**Hyperfine couplings of the σ radical C=C1[C]=CC1=C against simple models**

The table holds isotropic and dipolar hyperfine couplings and Mulliken spin populations for each $^{13}$C and $^1$H nucleus, from unrestricted B3LYP/pcH-1 in PySCF on a GFN2-xTB geometry. The program estimates the s and p content of the lobe at C3 from rough atomic constants, compares it with Coulson's straight-bond rule, and measures how each atom is aligned with the lobe. It also tests the McConnell relation for the proton contact terms and parameter-free point-dipole models for the proton dipolar parts. The output gives an s share near 0.15 against 0.81 from Coulson's rule, shows C5 and C6 on the back axis of the lobe, and leaves a McConnell rms residual of 4.9 MHz. The point dipole at C3 has an rms relative error of 27 %, which falls to 13 % when all carbons except the carrier are included, with H9 the worst row.

Calculated values. Hyperfine couplings (13C, 1H) and Mulliken spin populations of the C6H5 radical (SMILES C=C1[C]=CC1=C, doublet), from PySCF 2.14.0 with density fitting: non-relativistic unrestricted B3LYP/pcH-1, gas phase, GFN2-xTB geometry. Atoms are numbered in SMILES order, hydrogens after the heavy atoms; the largest dipolar part is the most positive principal value.

## Analysis program

```python
# Table: hyperfine couplings (A iso, most positive dipolar component) and Mulliken spin of each nucleus of
# the C6H5 radical C=C1[C]=CC1=C; PySCF, unrestricted B3LYP/pcH-1 on a GFN2-xTB geometry. Tested: s/p content
# at C3 vs Coulson's rule, McConnell relation and point-dipole models for H, alignment of atoms with the C3 lobe.
T = {
    'atom': ['C1', 'C2', 'C3', 'C4', 'C5', 'C6', 'H7', 'H8', 'H9', 'H10', 'H11'],
    'neighbours': ['C H H', 'C C C', 'C C', 'C C H', 'C C C', 'C H H', 'C', 'C', 'C', 'C', 'C'],
    'spin': [0.013, 0.008, 0.971, -0.079, 0.106, -0.041, 0.001, 0.006, 0.006, 0.004, 0.004],  # e
    'a_iso': [-3.1, 34.3, 412.9, 16.1, 115.0, 41.0, 3.4, 6.6, 15.2, 5.0, 3.7],  # MHz
    'dip': [1.1, 22.7, 133.7, 25.1, 10.6, 11.6, 3.8, 5.0, 11.1, 4.0, 3.8],  # MHz
    'carrier': [None, None, None, None, None, None, 0.013, 0.013, -0.079, -0.041, -0.041],  # e
}
import numpy as np
from scipy.constants import physical_constants as pc, mu_0, h, pi
c = lambda k: pc[k][0]
at = T['atom']; s = np.array(T['spin'], float); a = np.array(T['a_iso'], float); d = np.array(T['dip'], float)
# further outputs of the same run: geometry (A), spin density at nucleus (au), most negative dipolar component of C
X = np.array([[1.69,-.84,-.61],[.88,.10,-.19],[.93,1.54,.14],[-.37,1.65,.48],[-.57,.22,.19],[-1.58,-.63,.23],
              [1.34,-1.85,-.77],[2.73,-.64,-.82],[-1.02,2.43,.82],[-1.46,-1.66,-.04],[-2.56,-.31,.55]])
rho = np.array([-.0027378,.03053,.36732,.014316,.10227,.036465,.00075123,.0014853,.0034053,.0011203,.00082318])
dmin = np.array([-1.90,-13.66,-78.19,-24.50,-8.18,-12.37])
A2s, P2p, Qrec = 3800., 210., -65.   # rough recalled values, MHz: 13C 2s contact, 13C 2p largest dipolar, McConnell Q
m = abs(c('electron g factor'))*c('Bohr magneton')*c('nuclear magneton')*mu_0/h/1e6
K, D = 2/3*m/c('Bohr radius')**3, m/(4*pi)/1e-30
gH = c('proton g factor'); gD = c('deuteron mag. mom. to nuclear magneton ratio'); gC = a[2]/rho[2]/K
u = lambda v: v/np.linalg.norm(v)
ang = lambda p, q: np.degrees(np.arccos(np.clip(u(p)@u(q), -1, 1)))
def tors(p, q, r_, t):
    return ang(np.cross(q-p, r_-q), np.cross(r_-q, t-r_))
Y = X-X.mean(0); flat = abs(Y@np.linalg.svd(Y)[2][2]).max()
back = u(u(X[1]-X[2])+u(X[3]-X[2])); r = np.linalg.norm(X-X[2], axis=1); th = ang(X[1]-X[2], X[3]-X[2])
print(f"sum of spin {s.sum():.3f} e; largest distance from mean flat sheet {flat:.3f} A; ring angle at C3 {th:.1f} deg")
print(f"contact constant MHz/au: 1H {K*gH:.0f}, 13C {K*gC:.0f} (g {gC:.3f} implied by C3), ratio {gH/gC:.2f}")
print(f"H to D factor {gD/gH:.4f}: H9 A iso {a[8]:.1f} -> {a[8]*gD/gH:.2f}, dipolar {d[8]:.1f} -> {d[8]*gD/gH:.2f} MHz")
print("atom  r(C3)/A  angle from back of lobe/deg  rho(0)/au  s spin from A iso  Mulliken  A iso/Mulliken MHz/e")
for i, n in enumerate(at):
    g = f"{ang(X[i]-X[2], back):5.0f}" if i != 2 else "    -"
    print(f"{n:4s} {r[i]:5.2f} {g} {rho[i]:8.4f} {a[i]/(A2s if i < 6 else K*gH/pi):7.4f} {s[i]:7.3f} {a[i]/s[i]:7.0f}")
print(f"angle C3-C5-C6 {ang(X[2]-X[4], X[5]-X[4]):.0f} deg; A iso ratios C5/C2 {a[4]/a[1]:.1f}, C5/C4 {a[4]/a[3]:.1f}, C5/C3 {a[4]/a[2]:.2f}")
L = X[2]-back
print("torsion lobe-C3-X-Y/deg: " + ", ".join(f"{at[j]}-{at[k]} {tors(L, X[2], X[j], X[k]):.0f}" for j, k in [(1,0),(1,4),(3,4),(3,8)]))
fs, fp = a[2]/A2s, d[2]/P2p; co = np.cos(np.radians(th)); sc = 1-2*co/(co-1)
print(f"C3 with rough atomic constants: s {fs:.2f}, p {fp:.2f}, sum {fs+fp:.2f}, p/s {fp/fs:.1f}, s share {fs/(fs+fp):.2f}")
print(f"Coulson straight-bond s share of outward hybrid {sc:.2f} (0.33 at 120 deg)")
print("carbon dipolar/MHz: most positive, middle, most negative, point dipole at C3")
for i in range(6):
    pd = f"{2*D*gC*s[2]/r[i]**3:6.1f}" if i != 2 else "     -"
    print(f"{at[i]:4s} {d[i]:6.1f} {-d[i]-dmin[i]:6.1f} {dmin[i]:6.1f} {pd}")
H = list(range(6, 11)); car = np.array([T['carrier'][i] for i in H], float); aH = a[6:]; dH = d[6:]
Q = car@aH/(car@car)
print(f"McConnell fit Q {Q:.0f} MHz/e, rms residual {np.sqrt(np.mean((aH-Q*car)**2)):.1f} MHz (A iso rounding 0.05)")
print(f"H contact/MHz: A iso, A/carrier, fit residual, part from rough Q {Qrec:.0f}, remainder; H8/H7 {a[7]/a[6]:.1f}")
for k, i in enumerate(H):
    print(f"{at[i]:4s} {aH[k]:5.1f} {aH[k]/car[k]:6.0f} {aH[k]-Q*car[k]:6.1f} {Qrec*car[k]:6.1f} {aH[k]-Qrec*car[k]:6.1f}")
def top(i, js):
    M = sum(s[j]*(3*np.outer(u(X[j]-X[i]), u(X[j]-X[i]))-np.eye(3))/np.linalg.norm(X[j]-X[i])**3 for j in js)
    return D*gH*np.linalg.eigvalsh(M).max()
near = lambda i: int(np.argmin(np.linalg.norm(X[:6]-X[i], axis=1)))
M = np.array([[top(i, [2]), top(i, [j for j in range(6) if j != near(i)]), top(i, range(6))] for i in H])
E = 100*(M/dH[:, None]-1)
print(f"H dipolar/MHz (constant {D*gH:.1f} MHz A^3): table | C3 only, all C but carrier, all C (error %) | rounding %")
for k, i in enumerate(H):
    print(f"{at[i]:4s} {dH[k]:5.1f} | " + " ".join(f"{M[k,j]:5.1f} ({E[k,j]:+4.0f})" for j in range(3))
          + f" | {100*(0.05/dH[k]+3*0.007/r[i]):.1f}")
print("rms error %: " + ", ".join(f"{x:.0f}" for x in np.sqrt((E**2).mean(0))) + "; worst rows: "
      + ", ".join(at[6+int(k)] for k in abs(E).argmax(0)))
print(f"slope of log dipolar vs log r(C3) for H: {np.polyfit(np.log(r[6:]), np.log(dH), 1)[0]:.2f} (point dipole -3)")
assert a.argmax() == 2 and s.argmax() == 2 and flat < 0.03
assert a[4] > max(a[1], a[3]) and r[4] > max(r[1], r[3])
assert (aH > 0).all() and car.min() < 0 < car.max()
assert ((M[:, 0]/dH > 0.5) & (M[:, 0]/dH < 2)).all()
```

Running it gives:

```
sum of spin 0.999 e; largest distance from mean flat sheet 0.003 A; ring angle at C3 95.9 deg
contact constant MHz/au: 1H 4470, 13C 1124 (g 1.405 implied by C3), ratio 3.98
H to D factor 0.1535: H9 A iso 15.2 -> 2.33, dipolar 11.1 -> 1.70 MHz
atom  r(C3)/A  angle from back of lobe/deg  rho(0)/au  s spin from A iso  Mulliken  A iso/Mulliken MHz/e
C1    2.61    67  -0.0027 -0.0008   0.013    -238
C2    1.48    48   0.0305  0.0090   0.008    4288
C3    0.00     -   0.3673  0.1087   0.971     425
C4    1.35    48   0.0143  0.0042  -0.079    -204
C5    2.00     0   0.1023  0.0303   0.106    1085
C6    3.32     1   0.0365  0.0108  -0.041   -1000
H7    3.53    57   0.0008  0.0024   0.001    3400
H8    2.99    88   0.0015  0.0046   0.006    1100
H9    2.25    67   0.0034  0.0107   0.006    2533
H10   4.00    12   0.0011  0.0035   0.004    1250
H11   3.97    15   0.0008  0.0026   0.004     925
angle C3-C5-C6 179 deg; A iso ratios C5/C2 3.4, C5/C4 7.1, C5/C3 0.28
torsion lobe-C3-X-Y/deg: C2-C1 0, C2-C5 180, C4-C5 180, C4-H9 0
C3 with rough atomic constants: s 0.11, p 0.64, sum 0.75, p/s 5.9, s share 0.15
Coulson straight-bond s share of outward hybrid 0.81 (0.33 at 120 deg)
carbon dipolar/MHz: most positive, middle, most negative, point dipole at C3
C1      1.1    0.8   -1.9    2.2
C2     22.7   -9.0  -13.7   12.0
C3    133.7  -55.5  -78.2      -
C4     25.1   -0.6  -24.5   15.8
C5     10.6   -2.4   -8.2    4.8
C6     11.6    0.8  -12.4    1.1
McConnell fit Q -144 MHz/e, rms residual 4.9 MHz (A iso rounding 0.05)
H contact/MHz: A iso, A/carrier, fit residual, part from rough Q -65, remainder; H8/H7 1.9
H7     3.4    262    5.3   -0.8    4.2
H8     6.6    508    8.5   -0.8    7.4
H9    15.2   -192    3.9    5.1   10.1
H10    5.0   -122   -0.9    2.7    2.3
H11    3.7    -90   -2.2    2.7    1.0
H dipolar/MHz (constant 79.1 MHz A^3): table | C3 only, all C but carrier, all C (error %) | rounding %
H7     3.8 |   3.5 (  -8)   3.8 (  +0)   5.0 ( +32) | 1.9
H8     5.0 |   5.8 ( +15)   5.9 ( +18)   5.9 ( +18) | 1.7
H9    11.1 |  13.5 ( +22)  13.8 ( +24)   8.1 ( -27) | 1.4
H10    4.0 |   2.4 ( -40)   4.0 (  -1)   4.3 (  +7) | 1.8
H11    3.8 |   2.5 ( -35)   3.8 (  +1)   3.9 (  +3) | 1.8
rms error %: 27, 13, 21; worst rows: H10, H9, H7
slope of log dipolar vs log r(C3) for H: -1.80 (point dipole -3)
```
